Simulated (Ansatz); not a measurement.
## Redistribution: C3H4F4 + CH3Cl → C2HClF4 + C2H6

Gas-phase species: C3H4F4 `CC(F)C(F)(F)F`, singlet; CH3Cl (chloromethane) `CCl`, singlet; C2HClF4 `FC(Cl)C(F)(F)F`, singlet; C2H6 (ethane) `CC`, singlet. The partners trade CH3 for Cl; both sit on C, so the bond types are kept.

Shapes, held fixed at every level: PBE0-D4/def2-TZVP. Programs: Ansatz 0.2.0. The zero-point and thermal change to 298 K, harmonic and unscaled (PBE0-D4/def2-TZVP), is -1.0 kJ/mol.

```tsv
level	kind	ΔH(298 K) (kJ/mol)	less CCSD(T)/CBS estimate	CPU time (sum over the molecules)
PBE-D4/def2-TZVPP	GGA	+18.2	-8.3	29 s
r2SCAN-D4/def2-TZVPP	meta-GGA	+20.9	-5.6	51 s
BHLYP-D4/def2-TZVPP	global hybrid	+27.8	+1.3	37 s
wB97M-V/def2-TZVPP	range-separated hybrid	+24.0	-2.5	1.9 min
B2PLYP/def2-TZVPP	double hybrid	+24.4	-2.1	65 s
CCSD/def2-TZVPP	coupled cluster or CI	+26.4	-0.1	–
CCSD(T)/CBS estimate	coupled cluster or CI	+26.5	0.0	–
```

The highest level, CCSD(T)/CBS estimate, gives ΔH(298 K) = +26.5 kJ/mol; the levels span +18.2 to +27.8. The column of differences is taken from that level and isn't an error. No measured value is set beside it here. The CBS estimate extrapolates MP2 from def2-TZVPP and def2-QZVPP and adds CCSD(T) − MP2 in the triple-zeta set, cores frozen. Times are processor times on shared x86 and Arm servers, and rough.

The exchange is endothermic at every level, with +26.5 kJ/mol at the highest, so methyl prefers the fluorinated carbon and chlorine the methyl group. The thermal term is only -1.0 kJ/mol, which makes the preference essentially electronic. Because the bond types are conserved, it reflects substituent effects rather than a difference between generic C–C and C–Cl bond strengths. Fluorine and CF3 already withdraw density from the central carbon. Methyl can relieve that demand by polarisation and hyperconjugation, whereas chlorine adds another inductive acceptor. Lone-pair donation between geminal fluorine and chlorine should favour the products, but evidently doesn't compensate.

The GGA and meta-GGA give the smallest endothermicities, possibly because they overstate this delocalisation in the chlorofluorocarbon. The sign of the reaction enthalpy is therefore secure across the methods, while its size is more sensitive to the functional. The near-coincidence of CCSD with the highest level doesn't establish that triples are negligible, since the basis treatment changes too and the two contributions may partly cancel.
